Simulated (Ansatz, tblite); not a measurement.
# Computed against measured: dipole moment

6 molecules holding an element from Na to Cl; the dipole moment in D, computed less measured. Shapes, held fixed at every level: PBE0-D4/def2-TZVP. No vibrational averaging. Dipoles are compared by magnitude; molecules under 1 D, whose direction can flip, are left out. Programs: Ansatz 0.2.0, tblite 0.8.0. Measured values: NIST CCCBDB.

Levels: A = GFN1-xTB; B = PBE-D4/def2-TZVPP; C = r2SCAN-D4/def2-TZVPP; D = B3LYP-D4/def2-TZVPP; E = wB97M-V/def2-TZVPP.

```csv
molecule,measured,A,B,C,D,E
CH2Cl2 (dichloromethane),1.60,+0.27,-0.04,+0.06,+0.03,+0.03
CH2ClF (chlorofluoromethane),1.82,+0.34,-0.14,-0.05,-0.04,-0.04
SCl2O2 (SMILES O=S(=O)(Cl)Cl),1.81,+1.19,-0.18,-0.13,+0.05,+0.14
C2H3ClF2 (SMILES CC(F)(F)Cl),2.14,+0.37,-0.08,+0.03,+0.01,+0.01
C3H5Cl (SMILES C/C=C/Cl),1.97,-0.08,-0.16,-0.04,-0.10,-0.09
"C3H6Cl2 (2,2-dichloropropane)",2.27,+0.22,-0.09,+0.05,-0.04,-0.04
```

(1) Which level does best on this set, which worst, and which err to one side?

Answers

(1) 
```
               level                    kind  mean error  mean absolute error  worst case
            GFN1-xTB          semi-empirical      +0.385                0.412      SCl2O2
   PBE-D4/def2-TZVPP                     GGA      -0.115                0.115      SCl2O2
r2SCAN-D4/def2-TZVPP                meta-GGA      -0.013                0.060      SCl2O2
 B3LYP-D4/def2-TZVPP           global hybrid      -0.015                0.045      C3H5Cl
  wB97M-V/def2-TZVPP  range-separated hybrid      +0.002                0.058      SCl2O2
```

On this set B3LYP-D4/def2-TZVPP has the smallest mean absolute error and GFN1-xTB the largest. GFN1-xTB is too high in 5 of 6; PBE-D4/def2-TZVPP is too low in 6 of 6. The smallest two are near a tie. The set is small.

The near-zero mean errors of r2SCAN and wB97M-V partly reflect cancellation between molecules. PBE's uniform underestimate fits a semilocal description that spreads charge too evenly along polar bonds. B3LYP gives a larger dipole than PBE in every row, as expected when exact exchange sharpens charge separation, but so does r2SCAN, so exact exchange is not the only route to the correction.

Sulfuryl chloride is the hardest case for most levels. Its dipole is the resultant of strongly polar S–O bonds partly opposed by the S–Cl bonds, so a modest error in either contribution is magnified. The GFN1-xTB error of +1.19 D probably means that its compact valence basis and approximate electrostatics misjudge this balance, and it accounts for much of that method's mean error.

1-Chloropropene is the only molecule GFN1-xTB underestimates, and all the other levels fall short there too. This suggests a shared source, such as the common geometry or the reference value, rather than the exchange treatment alone.
